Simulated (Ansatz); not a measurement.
## SnTe: the change of energy less free atoms and pressure with volume per atom

Periodic Kohn-Sham DFT of a crystal at fixed atoms; pressure and stress are positive in compression; the energy is the free energy less that of spherical unpolarised free atoms; site moments are those in the method's own spheres, positive along +z. The results are calculated, by Ansatz 0.2.0.

Cell of the first row (space group Fm-3m, No. 225):
```
SnTe
1.0
      0.0000     3.0921     3.0921
      3.0921     0.0000     3.0921
      3.0921     3.0921     0.0000
Sn Te
1 1
Direct
  0.00000 0.00000 0.00000
  0.50000 0.50000 0.50000
```

Settings of every row: method all-electron LAPW; functional PBEsol; relativity scalar; k mesh 11x11x11; filling fermi-dirac; smearing width 0.08 eV; basis error target 0.25 meV/atom; nucleus gaussian.

Atom start moment: 0 on all atoms.

Limits: no spin-orbit coupling on heavy atoms.

Limits of some rows: small gap, it may come from the mesh (row 1, 2, 3, 4, 5, 6, 7, 9).

```csv
row,volume per atom (Å³),energy less free atoms (eV/atom),pressure (GPa)
1,29.563,-4.1384,2.648
2,30.192,-4.1465,1.47
3,30.821,-4.1501,0.415
4,31.135,-4.1505,-0.07
5,31.45,-4.1499,-0.529
6,31.764,?,?
7,32.079,-4.1461,-1.376
8,32.708,-4.1392,-2.134
9,33.337,-4.1294,-2.813
```

Question: what energy less free atoms and pressure should row 6 give?

Worked fit of energy less free atoms. Take u = (V_r/V)^(2/3) − 1 with V_r = 31.293 Å³ an atom, which is twice the finite (Eulerian) strain; such expansions in the strain, on which the Birch-Murnaghan equation of state is built, carry the rest volume and the bulk modulus. The shown rows have u = 0.03864, 0.02417, 0.01018, 0.00338, -0.00333, -0.0164, -0.02905, -0.04131. Least squares give energy less free atoms = −4.1503 − 0.0862 × u + 10.174 × u² eV/atom; a straight line predicts inner rows, each left out in turn, worse (root mean square 0.0052 against 4.7e-05 eV/atom). The rows lie off it by 0.0000, -0.0001, 0.0000, 0.0000, 0.0000, 0.0000, 0.0000, 0.0000. Its lowest point lies at u = 0.0042, or V = 31.1 Å³ an atom, and the curvature there gives the bulk modulus at fixed shape and fractions, B = (4/9)(1 + u)² E″(u)/V = 47 GPa. The withheld row has u = -0.00991, so the fit gives −4.1503 − 0.0862 × (-0.00991) + 10.174 × (-0.00991)² = -4.1484 eV/atom.

The calculation gave -4.1484 eV/atom. The fit meets it to the printed digit.

Worked fit of pressure. Take u = (V_r/V)^(2/3) − 1 with V_r = 31.293 Å³ an atom, which is twice the finite (Eulerian) strain; such expansions in the strain, on which the Birch-Murnaghan equation of state is built, carry the rest volume and the bulk modulus. The shown rows have u = 0.03864, 0.02417, 0.01018, 0.00338, -0.00333, -0.0164, -0.02905, -0.04131. Least squares give pressure = −0.3035 + 68.551 × u + 196 × u² + 173 × u³ GPa; a parabola predicts inner rows, each left out in turn, worse (root mean square 0.0027 against 0.00052 GPa). The rows lie off it by 0.000, 0.000, 0.000, 0.000, 0.001, 0.000, 0.000, 0.000. The pressure vanishes at u = 0.0044, or V = 31.09 Å³ an atom, and there the bulk modulus at fixed shape and fractions is B = −V dP/dV = (2/3)(1 + u) dP/du = 47.1 GPa. The withheld row has u = -0.00991, so the fit gives −0.3035 + 68.551 × (-0.00991) + 196 × (-0.00991)² + 173 × (-0.00991)³ = -0.964 GPa.

The calculation gave -0.964 GPa. The fit meets it to the printed digit.
